Dear colleague,

The charge yield you extract from gamma-irradiated oxides can be tested against Onsager's theory of geminate escape (1938) in one respect without any fitting: the low-field slope divided by the zero-field intercept. Below I derive that, apply it to five dielectrics and three temperatures, and estimate where the model fails for SiO$_2$.

**Model and conventions.** A Compton electron leaves electron–hole pairs along its track. I treat one pair in an infinite medium of permittivity $\epsilon=\epsilon_r\epsilon_0$, thermalised at separation $r_0$ and then moving by diffusion and drift, with the Einstein relation obeyed. Let $\mathbf r$ point from hole to electron, let $F$ be the magnitude of the uniform field, and measure $\theta$ from the direction of the force on the electron, which is opposite to the field. In units of $kT$ the pair energy is

$$W=-\frac{r_c}{r}-2\beta r\cos\theta,\qquad r_c=\frac{e^2}{4\pi\epsilon kT},\qquad \beta=\frac{eF}{2kT}.$$

The probability $\phi(\mathbf r)$ of escaping from the starting point $\mathbf r$ obeys the backward diffusion equation $\nabla^2\phi-\nabla W\cdot\nabla\phi=0$, with $\phi\to0$ at the origin and $\phi\to1$ at infinity. The diffusion constant has divided out, so no mobility appears in any yield.

**Zero field.** The equation becomes $\phi''+(2/r-r_c/r^2)\phi'=0$. Hence $\phi'\propto r^{-2}e^{-r_c/r}$ and $\phi_0=e^{-r_c/r}$.

**First order in $F$.** The correction obeys $\nabla^2\phi_1-(r_c/r^2)\,\partial_r\phi_1=-2\beta\cos\theta\,(r_c/r^2)\,\phi_0$. It is solved by $\phi_1=\beta r_c(C+\cos\theta)\phi_0$ for any constant $C$, because the angular Laplacian of $\cos\theta$ is $-2\cos\theta/r^2$ and $\phi_0$ solves the homogeneous equation. The constant is fixed far away. For $r\gg r_c$ the Coulomb drift drops out, and $\nabla^2\phi+2\beta\,\partial_z\phi=0$ has the solution $1-(a/r)\,e^{-\beta r(1+\cos\theta)}$. For $r_c\ll r\ll1/\beta$ this is $1-a/r+a\beta(1+\cos\theta)$, while the inner form is $1-r_c/r+\beta r_c(C+\cos\theta)$. So $a=r_c$ and $C=1$. Averaging over isotropic directions removes $\cos\theta$:

$$Y=e^{-r_c/r_0}\,(1+SF),\qquad S=\frac{e\,r_c}{2kT}=\frac{e^3}{8\pi\epsilon k^2T^2}.$$

The whole isotropic slope comes from $C$, that is from distances of order $kT/eF$, where the field sweeps off carriers that would otherwise have wandered back. This is why $S$ contains no $r_0$. A spread of $r_0$ replaces the intercept by $\langle e^{-r_c/r_0}\rangle$ and leaves $S$ alone. A drift of the hot electron along the field during thermalisation also leaves it alone, since a shift linear in $F$ changes $\langle\phi_0\rangle$ by a term in $\langle\cos\theta\rangle=0$. Numerically $S=9.70/(\epsilon_rT^2)$ cm/V with $T$ in kelvin.

**All orders.** With $A=r_c/r_0$ and $x=\beta r_0(1+\cos\theta)$ the exact solution is

$$\phi=e^{-x}\int_A^\infty e^{-t}I_0(2\sqrt{xt})\,dt=\sum_{m\ge0}\frac{e^{-A}A^m}{m!}\sum_{n\ge m}\frac{e^{-x}x^n}{n!}.$$

Substitution confirms it, using $\partial_A\phi=-e^{-x-A}I_0$ and $\partial_x\phi=e^{-x-A}\sqrt{A/x}\,I_1$, both Bessel functions at argument $2\sqrt{xA}$. The double sum is the probability that a Poisson number $N$ of mean $x$ is at least a Poisson number $M$ of mean $A$. For isotropic pairs $x$ is uniform between 0 and $B=eFr_0/kT$, so $Y=B^{-1}\int_0^B\phi\,dx$, which equals $\langle\max(N-M,0)\rangle/B$ with $N$ now of mean $B$. Two limits follow. Expanding in $x$ and using $\langle x^j\rangle=B^j/(j+1)$ and $SF=AB/2$,

$$Y=e^{-A}\left[1+SF+c_2(SF)^2+c_3(SF)^3+\dots\right],\quad c_2=\frac13\left(1-\frac{2r_0}{r_c}\right),\quad c_3=\frac1{18}-\frac1{3A}+\frac1{3A^2}.$$

For $B\gg A$ and $B\gg1$, $N$ almost always exceeds $M$, the average tends to $B-A$, and

$$Y\to1-\frac{F_C}{F},\qquad F_C=\frac{e}{4\pi\epsilon r_0^2}.$$

Here $F_C$ is the Coulomb field at $r_0$, and temperature has cancelled. This limit is plain electrostatics: the lines of force that end on the hole cross the sphere $r=r_0$ in an upstream cap covering a fraction $F_C/F$ of it.

**Materials and temperatures.** At 300 K, $kT=25.85$ meV, so $r_c=55.70/\epsilon_r$ nm, $S=107.7/\epsilon_r$ cm/MV and $F^*\equiv1/S=9.28\,\epsilon_r$ kV/cm, the field at which the linear law doubles the yield. The permittivities below are typical static values, taken independent of temperature, and for deposited films they vary by ten per cent or more. The range $r_0=5$ to 10 nm is an assumed input for SiO$_2$. I impose it on the other materials only to isolate the effect of $\epsilon_r$, and their own $r_0$ will differ. The third figure is arithmetic for the stated inputs and no claim about a film. $Y_0$ means $e^{-r_c/r_0}$.

| Material | $T$ (K) | $\epsilon_r$ | $r_c$ (nm) | $S$ (cm/MV) | $F^*$ (kV/cm) | $Y_0$, 5 nm | $Y_0$, 10 nm | $c_2$, 5 nm | $c_2$, 10 nm |
|---|---|---|---|---|---|---|---|---|---|
| porous SiOCH | 300 | 2.5 | 22.3 | 43.1 | 23.2 | 0.0116 | 0.108 | 0.184 | 0.0341 |
| SiO$_2$ | 300 | 3.9 | 14.3 | 27.6 | 36.2 | 0.0575 | 0.240 | 0.0999 | −0.133 |
| Si$_3$N$_4$ | 300 | 7.5 | 7.43 | 14.4 | 69.6 | 0.226 | 0.476 | −0.115 | −0.564 |
| Al$_2$O$_3$ | 300 | 9 | 6.19 | 12.0 | 83.5 | 0.290 | 0.539 | −0.205 | −0.744 |
| HfO$_2$ | 300 | 20 | 2.79 | 5.39 | 186 | 0.573 | 0.757 | −0.864 | −2.06 |
| SiO$_2$ | 77 | 3.9 | 55.6 | 419 | 2.38 | $1.5\times10^{-5}$ | 0.0038 | 0.273 | 0.214 |
| SiO$_2$ | 400 | 3.9 | 10.7 | 15.5 | 64.4 | 0.117 | 0.343 | 0.0221 | −0.289 |

Four trends can be read from the formulas.

First, $\epsilon_r$ enters the intercept through an exponent and the slope ratio through a power. From SiOCH to HfO$_2$ the permittivity rises eightfold, $S$ falls eightfold, and $Y_0$ at 5 nm rises by a factor of 49. At equal $r_0$ and low field a high-permittivity film releases more charge per pair created and responds less to bias.

Second, sensitivity to $r_0$ is set by $A$, since $d\ln Y_0/d\ln r_0=A$. In SiO$_2$ at 300 K, $A$ runs from 2.86 to 1.43, and doubling $r_0$ multiplies $Y_0$ by 4.17. An absolute intercept is therefore a good gauge of $r_0=r_c/\ln(1/Y_0)$ in SiO$_2$ and a poorer one in HfO$_2$, where $A<1$ throughout.

Third, temperature acts once in $r_c$ and twice in $S$, because the field energy $eFr_c$ is itself divided by $kT$. Cooling from 300 to 77 K raises $S$ by 15.2. At fixed $r_0$ the intercept is thermally activated with the Coulomb energy $e^2/4\pi\epsilon r_0$, which is 73.8 meV at 5 nm and 36.9 meV at 10 nm in SiO$_2$. The slope ratio stays a clean $T^{-2}$ test even if $r_0$ changes with temperature, while the Arrhenius plot does not.

Fourth, the curvature changes sign at $r_0=r_c/2$. For SiO$_2$ at 300 K this is 7.14 nm, inside the assumed range, so the curve bends up for 5 nm, bends down for 10 nm, and at the crossing departs from the line only through $c_3=-1/36$. A large $F^*$ does not mean a wide linear range. The quadratic term reaches a tenth of the linear one at $F=0.1F^*/|c_2|$. For $r_0=10$ nm this is 27 kV/cm in SiO$_2$ but only 9.0 kV/cm in HfO$_2$, and for $r_c\ll r_0$ it tends to $0.3\,kT/er_0=7.8$ kV/cm. Linearity needs both $eFr_c$ and $eFr_0$ modest against $kT$, and the larger length decides.

**Field regimes in SiO$_2$ at 300 K.** The next table sets the full isotropic yield beside the linear law.

| $F$ (MV/cm) | full, 5 nm | linear, 5 nm | full, 10 nm | linear, 10 nm |
|---|---|---|---|---|
| 0.01 | 0.074 | 0.073 | 0.303 | 0.306 |
| 0.03 | 0.108 | 0.105 | 0.415 | 0.438 |
| 0.1 | 0.239 | 0.216 | 0.668 | 0.902 |
| 1 | 0.852 | 1.6 | 0.963 | 6.9 |

The linear law serves up to a few tens of kV/cm and exceeds unity at the fields of ordinary gate bias. At 1 MV/cm the saturation form holds to the digits shown, with $F_C=0.148$ and $0.0369$ MV/cm. The ratio between the 10 nm and 5 nm yields has then shrunk from 4.17 to 1.13. Between materials the same happens: at 1 MV/cm and 5 nm the yields are 0.770 for SiOCH and 0.971 for HfO$_2$, a ratio of 1.26 in place of 49. The missing fraction $1-Y$ still scales as $1/\epsilon r_0^2$, but using it demands a well-known saturation level.

**What the model leaves out, with sizes.** All inputs here are typical or approximate.

*Screening.* With an electron mobility of about 20 cm$^2$/V s, $D=\mu kT/e=0.52$ cm$^2$/s and the escape time $r_c^2/D$ is 3.9 ps. A polar phonon of about 60 meV has a period of 69 fs, so the lattice follows and the static permittivity applies. Were only the electronic value of about 2.1 effective, $S$ would be 51 cm/MV in place of 27.6, so the slope ratio discriminates between the two.

*Mean free path.* With an effective mass of about $0.5\,m_e$, the time $\mu m^*/e$ is 5.7 fs, and the speed $\sqrt{3kT/m^*}$ gives a path $\ell=0.9$ nm. This is 7 % of $r_c$ and 19 % of $r_0=5$ nm, so diffusion is a fair description but not one good to three figures. The energy gained per path, $eF\ell$, equals $kT$ at about 0.3 MV/cm and is 3.6 $kT$ at 1 MV/cm. The last row of the second table thus lies where carriers are heated. The saturation form contains no temperature, which helps, but a field-independent isotropic $r_0$ is doubtful there.

*Neighbouring pairs.* This is the largest weakness. For electrons of several hundred keV to 1 MeV take a collision stopping power of about 1.6 MeV cm$^2$/g, a density of 2.2 g/cm$^3$ and about 17 eV per pair. The loss is 0.35 eV/nm and the mean spacing is $\lambda=48$ nm. A lone elementary charge at that distance supplies 1.6 kV/cm, which times $S$ is 4 %. Spacings scatter, however. For random positions along a straight track, the chance of a neighbour within $r_c$ on either side is $1-e^{-2r_c/\lambda}$, which is 45 % at 300 K and 90 % at 77 K. Real deposition is clustered, and the slow ends of secondary tracks are denser still. For a large minority of pairs the interaction with other pairs thus rivals the geminate one. A fitted $r_0$ is then an effective parameter, $S$ is a prediction for the isolated part of the population only, and the 77 K row shows what the formula gives rather than what gamma rays would produce. Softer radiation, with its higher stopping power, moves further toward recombination among many pairs along the track.

*Film geometry and internal fields.* The infinite medium needs a thickness well above $r_0$ and $r_c$. For the slope it must also exceed $kT/eF$, which is 26 nm at 10 kV/cm. A gate dielectric a few nanometres thick is outside the theory altogether. A work-function difference of 0.5 V across 100 nm is 50 kV/cm, so $SF=1.4$ at zero applied bias. Trapped holes at $10^{11}$ cm$^{-2}$ change the field across the film by 46 kV/cm. The density and pair energy above give $8.1\times10^{12}$ pairs per cm$^3$ per rad(SiO$_2$). In a 1 µm oxide with $Y=0.24$ and all holes retained, the space-charge field grows by 90 V/cm per rad and reaches a tenth of $F^*$ after about 40 rad.

**What I would measure.** Use an oxide near 1 µm thick, locate the true zero of field from the reversal of the collected charge, and keep each exposure to tens of rad. Record the yield from a few kV/cm to about 30 kV/cm for both polarities, since anisotropic pairs multiply $S$ by $1+\langle\cos\theta\rangle$ and the two signs of bias average this out. Make sure that the signal counts escaped carriers, because a flat-band shift also carries the field dependence of hole transport and trapping, and at the lowest fields diffusion competes with collection. Fit $a(1+bF+cF^2)$. The ratio $b$ needs no absolute dosimetry and should be 27.6 cm/MV at 300 K and 15.5 cm/MV at 400 K if isolated pairs dominate. For a single $r_0$ the curvature gives $c/b^2=(1-2r_0/r_c)/3$, an estimate of $r_0$ independent of the intercept. For a spread of $r_0$ the average in that expression is weighted by $e^{-r_c/r_0}$ and favours the long separations. A value of $b$ away from $S$, once the internal fields are accounted for, would point to multi-pair clusters or to screening other than static.